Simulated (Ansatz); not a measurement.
## Ta₂H: from λ and ω_log to T_c — Ansatz, plane waves and PAW

Space group C222 (No. 21), 3 atoms in the cell of the first input below: a = 2.908 Å, b = 2.908 Å, c = 4.755 Å, α = 90.00°, β = 90.00°, γ = 108.98°.

The structure comes from the Materials Project database of computed cells (whether it is a measured phase wasn't checked), relaxed without spin–orbit coupling to zero pressure (pressure 0.0 GPa with this functional, without spin–orbit coupling). Functional: PBEsol.

Input:

```yaml
crystal:
  lattice:
    - [1.689086862, -2.3672035445, 0.0]
    - [1.689086862, 2.3672035445, 0.0]
    - [0.0, 0.0, 4.7546042987]
  atoms:
    - { symbol: H, position: [0.0, 0.0, 0.0] }
    - { symbol: Ta, position: [0.0, 0.5, 0.2645968382] }
    - { symbol: Ta, position: [0.5, 0.0, 0.7354031618] }
basis:
  ecutwfc: 420
  ecutrho_ratio: 4
kpoints:
  mp_grid: { grid: [12, 12, 8] }
hamiltonian:
  xc: pbesol
scf:
  occupations: { method: methfessel_paxton, width: 0.2 }
output: {}
phonons:
  supercell: [2, 2, 2]
  qpath:
    path:
      - [[0.0, 0.0, 0.0], [-0.5, 0.5, 0.0], [-0.37728369, 0.62271631, 0.0]]
      - [[0.37728369, 0.37728369, 0.0], [0.0, 0.0, 0.0], [0.0, 0.0, 0.5], [0.37728369, 0.37728369, 0.5]]
      - [[-0.37728369, 0.62271631, 0.5], [-0.5, 0.5, 0.5], [-0.5, 0.5, 0.0]]
      - [[0.0, 0.0, 0.0], [0.0, 0.5, 0.0], [0.0, 0.5, 0.5], [0.0, 0.0, 0.5], [-0.5, 0.5, 0.5]]
    npoints: 6
  electrical_resistivity: { mesh: [24, 24, 16], temperatures: [50, 100, 200, 300, 500] }
  superconductivity: { mesh: [24, 24, 16], eliashberg_equations: false }
```

```bash
ansatz run input.yaml --threads 8 --pin off --max-ram 15360MiB --backend cpu --events-out ev --progress --plain --runs-dir out
```

Time: 5.2 min on 8 threads of Arm Neoverse V1 (shared host), peak memory 4.2 GiB.

On the finest mesh λ = 0.3566, ω_log = 16.589 meV, N(E_F) = 0.757 states per eV, spin and cell. λ by mesh: 24×24×16 0.357, 12×12×8 0.349, 6×6×4 0.338.

Q: What T_c does McMillan's formula in the Allen–Dynes form give for μ* = 0.10?

A: T_c = (ω_log/1.2) exp[−1.04(1+λ)/(λ − μ*(1+0.62λ))] = (192.51 K/1.2) × exp(−1.4109/0.2345) = 0.39 K. λ still moved by 2 % between the two finest meshes, so T_c isn't settled to the digits shown. By mesh, finest first, the same formula gives 0.39, 0.34, 0.27 K.

```
  μ*  McMillan (K)  Allen–Dynes with strong-coupling factors (K)
0.08          0.69                                          0.70
0.10          0.39                                          0.40
0.12          0.19                                          0.20
0.13          0.13                                          0.13
0.14          0.08                                          0.08
0.16          0.03                                          0.03
0.20          0.00                                          0.00
```

Caveats: no spin-orbit coupling, which matters for these elements; small supercell, couplings not converged in it; with so small a supercell and a typed μ*, T_c can miss a measured one by a factor of two or more; λ is not converged in the mesh, and T_c depends on it steeply.

Ta₂H comes out as a weak-coupling superconductor at best, with T_c below 1 K for every μ* listed. With λ = 0.3566, the phonon attraction only modestly exceeds the Coulomb repulsion, and their difference sits in the denominator of an exponent. Raising μ* from 0.08 to 0.16 therefore takes the McMillan value from 0.69 to 0.03 K, while the strong-coupling factors hardly matter.

Elemental bcc tantalum couples considerably more strongly and superconducts at several kelvin. The weaker coupling here probably reflects a lower density of Ta 5d states at the Fermi level, as hydrogen forms bonding states well below it and alters the filling of the metal d band. The low ω_log suggests that heavy Ta vibrations carry most of the coupling, since hydrogen in interstitial sites of such metals vibrates at far higher energies. Light atoms alone thus don't bring the high T_c of hydrogen-rich compounds, which also needs substantial hydrogen character at the Fermi level. A mode- and atom-resolved spectral function would be needed to confirm this division.
